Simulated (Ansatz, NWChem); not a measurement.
## Computed against measured: atomisation enthalpy at 298 K

6 molecules; the atomisation enthalpy at 298 K in kJ/mol, computed less measured. Shapes, held fixed at every level: PBE0-D4/def2-TZVP. Flexible molecules stand in one conformer, not always the lowest. Thermal terms are harmonic and unscaled (PBE0-D4/def2-TZVP); the spin-orbit lowering of the free atoms is taken from their spectra. Programs: Ansatz 0.2.0, NWChem 7.3.0. Measured values: Active Thermochemical Tables, NIST-JANAF tables.

Levels: A = PBE/cc-pVTZ; B = r2SCAN/cc-pVTZ; C = r2SCAN0-D4/def2-TZVPP.

```json
{"molecule": "HBr (hydrogen bromide)", "from tabulated heats": "366", "A": "-4", "B": "-3", "C": "-8"}
{"molecule": "HF (SMILES F)", "from tabulated heats": "570", "A": "-8", "B": "-21", "C": "-33"}
{"molecule": "CH3Br (bromomethane)", "from tabulated heats": "1519", "A": "+15", "B": "-1", "C": "-16"}
{"molecule": "CH3N (methanimine)", "from tabulated heats": "1755", "A": "+49", "B": "-16", "C": "-53"}
{"molecule": "SiH4 (silane)", "from tabulated heats": "1288", "A": "-42", "B": "-9", "C": "-3"}
{"molecule": "N2H4 (hydrazine)", "from tabulated heats": "1721", "A": "+49", "B": "-31", "C": "-68"}
```

Q: Sum up the errors.

A: 
| level | kind | mean error | mean absolute error | worst case |
| --- | --- | --- | --- | --- |
| PBE/cc-pVTZ | GGA | +9.8 | 27.8 | CH3N |
| r2SCAN/cc-pVTZ | meta-GGA | -13.5 | 13.5 | N2H4 |
| r2SCAN0-D4/def2-TZVPP | global hybrid | -30.2 | 30.2 | N2H4 |

On this set r2SCAN/cc-pVTZ has the smallest mean absolute error and r2SCAN0-D4/def2-TZVPP the largest. Without N2H4 the largest would be that of PBE/cc-pVTZ. r2SCAN/cc-pVTZ is too low in 6 of 6; r2SCAN0-D4/def2-TZVPP is too low in 6 of 6. Heats of the atoms come from ATcT where it has them. The levels differ in basis as well as in method. The largest two are near a tie. For PBE/cc-pVTZ the error tends to grow with the atomisation enthalpy. Relativity is left out for Br. The set is small.

PBE's small mean error comes from cancellation: it overbinds methanimine and hydrazine by +49 kJ/mol each but underbinds silane by -42. Its errors therefore depend on the type of bond, and a uniform correction would not remove them. Semilocal exchange tends to overstabilise regions where several electron pairs share space, as in the C=N bond or between the adjacent lone pairs of hydrazine. Silane has only Si–H single bonds and lacks that contribution.

Going from r2SCAN to its hybrid deepens the underbinding in every molecule except silane, and most in the two nitrogen compounds. Exact exchange probably drives this, since it favours the high-spin free nitrogen atom over the spin-paired molecule and removes the part of semilocal exchange that mimics left-right correlation. The added dispersion term is attractive and cannot account for the loss of binding, though it may contribute to silane's opposite shift. For HF, the lack of diffuse functions on fluorine probably adds to the underbinding. The ranking need not carry over to reaction energies, where errors of one sign can largely cancel.
